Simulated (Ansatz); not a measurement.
**Which isomer of C2H2Ge gives these data?**

These gas-phase data were calculated for one isomer of C2H2Ge at r2SCAN-D4/def2-TZVP (harmonic, unscaled wavenumbers; equilibrium rotational constants with average atomic masses):

* rotational constants: 194.6, 3.688, 3.62 GHz
* all wavenumbers above 1500 cm⁻¹: 3447, 2055, 1912

Candidates:

(1) `C=[C]=[Ge]`, a singlet
(2) `C#[C][GeH]`, a singlet

Question: Which structure fits?

Answer: Candidate (2). The band at 3447 cm⁻¹ lies where the ≡C–H stretch is expected; (1) has no mode between 3300 and 3560 cm⁻¹.

The same quantities for all candidates:

```tsv
	rotational constants (GHz)	wavenumbers above 1500 cm⁻¹	E above the lowest, r2SCAN-D4/def2-TZVP (kcal/mol)
(1)	294.2, 3.698, 3.652	3104, 3045, 1704	0.0
(2)	194.6, 3.688, 3.62	3447, 2055, 1912	6.4
```

Programs: Ansatz 0.2.0.

The other two bands support the assignment to the ethynylgermylene: 2055 cm⁻¹ fits a C≡C stretch and 1912 cm⁻¹ a Ge–H stretch. The latter is low compared with germanes because divalent germanium keeps its lone pair largely in 4s and binds hydrogen mainly through 4p, which gives a weaker bond. The largest rotational constant is an independent check. A single hydrogen on a long, strongly bent Ge–H bond lies farther from the heavy-atom axis than the two CH2 hydrogens do, and its contribution to the moment of inertia outweighs theirs, so the constant falls from 294.2 to 194.6 GHz. The two smaller constants barely discriminate, since both isomers have a similar C–C–Ge chain. The matching isomer is the higher in energy of the two, probably because the other exchanges a weak Ge–H bond for a strong C–H bond. This ordering doesn't identify the global minimum, as the cyclic germylene, whose silicon analogue is the most stable C2H2Si isomer, is not among the candidates.
